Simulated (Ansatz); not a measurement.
**Ligand exchange: C3H5Cl + C2H5FSn → C3H5F + C2H5ClSn**

Species: C3H5Cl `C/C=C/Cl`, singlet; C2H5FSn `C[CH2][Sn][F]`, singlet; C3H5F `C/C=C/F`, singlet; C2H5ClSn `C[CH2][Sn][Cl]`, singlet. The partners trade Cl for F: C–Cl and Sn–F bonds give way to C–F and Sn–Cl.

Shapes, held fixed at every level: PBE0-D4/def2-TZVP. Flexible molecules stand in one conformer, not always the lowest. Programs: Ansatz 0.2.0. The zero-point and thermal change to 298 K, harmonic and unscaled (PBE0-D4/def2-TZVP), is +2.7 kJ/mol.

| level | kind | ΔH(298 K) (kJ/mol) | less CCSD(T)/def2-TZVPP | CPU time (sum over the molecules) |
| --- | --- | --- | --- | --- |
| HF/def2-TZVPP | Hartree–Fock | -32.2 | -17.2 | – |
| r2SCAN-D4/def2-TZVPP | meta-GGA | -15.1 | -0.1 | 58 s |
| wB97M-V/def2-TZVPP | range-separated hybrid | -16.2 | -1.2 | 2.2 min |
| wB97X-V/def2-TZVPP | range-separated hybrid | -14.0 | +1.0 | 93 s |
| B2PLYP/def2-TZVPP | double hybrid | -12.8 | +2.2 | 69 s |
| CCSD/def2-TZVPP | coupled cluster or CI | -17.5 | -2.5 | – |
| CCSD(T)/def2-TZVPP | coupled cluster or CI | -15.0 | 0.0 | 20 min |

The highest level, CCSD(T)/def2-TZVPP, gives ΔH(298 K) = -15.0 kJ/mol; the levels span -32.2 to -12.8. The column of differences is taken from that level and isn't an error. No measured value is set beside it here. For atoms past krypton def2 sets carry core potentials with scalar relativity. Correlated rows may include outer-core shells of Sn, which these sets cover unevenly. Times are processor times on shared x86 and Arm servers, and rough.

The exchange is modestly exothermic at every level, so fluorine prefers the alkenyl carbon and chlorine the divalent tin. Fluorine binds more strongly than chlorine to both elements, and the sign therefore depends on which centre gains more from the swap. Here it is carbon, whose compact orbitals overlap well with fluorine 2p in a short, strongly polar bond. The Sn–F bond is also strong and largely ionic, which offsets most of that gain and leaves a small net enthalpy.

Hartree–Fock exaggerates the driving force, while CCSD brings it down to -17.5 kJ/mol and the triples to -15.0 kJ/mol. Electron correlation thus favours the reactant pair, probably because the C–Cl/Sn–F and C–F/Sn–Cl combinations differ in dynamic correlation even though the number of bonds is conserved. The preference applies to isolated molecules and needn't carry over to condensed phases, where tin(II) halides associate through halide bridges and fluoride bridging could stabilise the reactant side.
